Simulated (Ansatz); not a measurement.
## Abstraction of H: C2H7InO + SiH2(NH)(NH2) → C2H6InO + SiH2(NH2)2

Species: C2H7InO `C[CH2][InH][OH]`, singlet; SiH2(NH)(NH2), doublet; C2H6InO `C[CH2][In][OH]`, doublet; SiH2(NH2)2, singlet. A radical takes H: the energy is the difference in strength between the In–H bond broken and the N–H bond made.

Shapes, held fixed at every level: PBE0-D4/def2-TZVP. Flexible molecules stand in one conformer, not always the lowest. Programs: Ansatz 0.2.0. The zero-point and thermal change to 298 K, harmonic and unscaled (PBE0-D4/def2-TZVP), is +17.8 kJ/mol.

Q: Estimate ΔH(298 K) of this reaction.

A: The highest level, CCSD(T)/def2-TZVPP, gives ΔH(298 K) = -176.0 kJ/mol; the levels span -196.9 to -135.5. The column of differences is taken from that level and isn't an error. No measured value is set beside it here. Open shells run unrestricted unless RO is named. For atoms past krypton def2 sets carry core potentials with scalar relativity. Correlated rows may include outer-core shells of In, which these sets cover unevenly.

```json
{"level": "HF/def2-SVP", "kind": "Hartree–Fock", "ΔH(298 K) (kJ/mol)": "-135.5", "less CCSD(T)/def2-TZVPP": "+40.5"}
{"level": "r2SCAN0-D4/def2-TZVPP", "kind": "global hybrid", "ΔH(298 K) (kJ/mol)": "-176.4", "less CCSD(T)/def2-TZVPP": "-0.4"}
{"level": "wB97X-V/def2-TZVPP", "kind": "range-separated hybrid", "ΔH(298 K) (kJ/mol)": "-169.5", "less CCSD(T)/def2-TZVPP": "+6.5"}
{"level": "B2PLYP/def2-TZVPP", "kind": "double hybrid", "ΔH(298 K) (kJ/mol)": "-187.0", "less CCSD(T)/def2-TZVPP": "-11.0"}
{"level": "MP2/def2-SVP", "kind": "perturbation theory", "ΔH(298 K) (kJ/mol)": "-188.2", "less CCSD(T)/def2-TZVPP": "-12.2"}
{"level": "MP2/def2-TZVPP", "kind": "perturbation theory", "ΔH(298 K) (kJ/mol)": "-196.9", "less CCSD(T)/def2-TZVPP": "-20.9"}
{"level": "CCSD(T)/def2-TZVPP", "kind": "coupled cluster or CI", "ΔH(298 K) (kJ/mol)": "-176.0", "less CCSD(T)/def2-TZVPP": "0.0"}
```

Hydrogen transfer from indium to nitrogen is strongly exothermic at every level, so the N–H bond made is much stronger than the In–H bond broken. Nitrogen's compact 2p orbital overlaps well with hydrogen 1s, and its high electronegativity adds polar stabilisation. Indium's diffuse 5s and 5p valence orbitals overlap less effectively, leaving a weaker bond. The positive thermal correction fits this picture, since the stiffer N–H vibrations replace softer In–H ones and offset a little of the electronic gain.

In the same def2-SVP basis, the reaction enthalpy moves from -135.5 kJ/mol with Hartree–Fock to -188.2 kJ/mol with MP2, probably because pairing electrons in the compact N–H bond gains more correlation energy than is lost with the In–H bond. Enlarging the basis takes MP2 further from the coupled-cluster value, so its overshoot is not a small-basis artefact. The direction of transfer is secure, but the large driving force does not establish a low barrier or fast abstraction.
